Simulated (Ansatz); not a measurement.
## A series in volume per atom on Cu3Pd

All results are calculated (Ansatz 0.2.0). Periodic Kohn-Sham DFT of a crystal at fixed atoms; pressure and stress are positive in compression; the energy is the free energy less that of spherical unpolarised free atoms; site moments are those in the method's own spheres, positive along +z.

Cell of the first row (space group Pm-3m, No. 221):
```
Cu3Pd
1.0
      3.6460     0.0000     0.0000
      0.0000     3.6460     0.0000
      0.0000     0.0000     3.6460
Cu Pd
3 1
Direct
  0.00000 0.50000 0.50000
  0.50000 0.00000 0.50000
  0.50000 0.50000 0.00000
  0.00000 0.00000 0.00000
```

Settings of every row: method all-electron LAPW; functional PBEsol; relativity scalar; k mesh 9x9x9; filling fermi-dirac; smearing width 0.05 eV; basis error target 0.5 meV/atom; nucleus gaussian.

Atom start moment: 0 on all atoms.

```csv
row,volume per atom (Å³),energy less free atoms (eV/atom),pressure (GPa)
1,12.117,?,?
2,12.633,-4.453,-5.566
3,12.89,-4.4417,-8.387
4,13.019,-4.4344,-9.665
5,13.406,-4.4069,-13.027
```

Question: what energy less free atoms and pressure should row 1 give?

Worked fit of energy less free atoms. Take u = (V_r/V)^(2/3) − 1 with V_r = 12.954 Å³ an atom, which is twice the finite (Eulerian) strain; such expansions in the strain, on which the Birch-Murnaghan equation of state is built, carry the rest volume and the bulk modulus. The shown rows have u = 0.01687, 0.00331, -0.00333, -0.02261. Least squares give energy less free atoms = −4.4382 − 1.0941 × u + 12.844 × u² eV/atom; a straight line predicts inner rows, each left out in turn, worse (root mean square 0.0032 against 3.5e-05 eV/atom). All shown rows lie on it to the printed digit. The withheld row has u = 0.04554, so the fit gives −4.4382 − 1.0941 × (0.04554) + 12.844 × (0.04554)² = -4.4614 eV/atom.

The calculation gave -4.4603 eV/atom. The fit lies 0.0011 eV/atom (2.1 % of the column's range) below it; its largest miss of a shown row is 0.0000 eV/atom. This row lies beyond the range of the fit.

Worked fit of pressure. Take u = (V_r/V)^(2/3) − 1 with V_r = 12.954 Å³ an atom, which is twice the finite (Eulerian) strain; such expansions in the strain, on which the Birch-Murnaghan equation of state is built, carry the rest volume and the bulk modulus. The shown rows have u = 0.01687, 0.00331, -0.00333, -0.02261. Least squares give pressure = −9.032 + 193.141 × u + 728.03 × u² GPa; a straight line predicts inner rows, each left out in turn, worse (root mean square 0.18 against 0.0045 GPa). The rows lie off it by 0.001, -0.002, 0.002, 0.000. The withheld row has u = 0.04554, so the fit gives −9.032 + 193.141 × (0.04554) + 728.03 × (0.04554)² = 1.273 GPa.

The calculation gave 1.316 GPa. The fit lies 0.043 GPa (3.3 % of the value, 0.3 % of the column's range) below it; its largest miss of a shown row is 0.002 GPa. This row lies beyond the range of the fit.
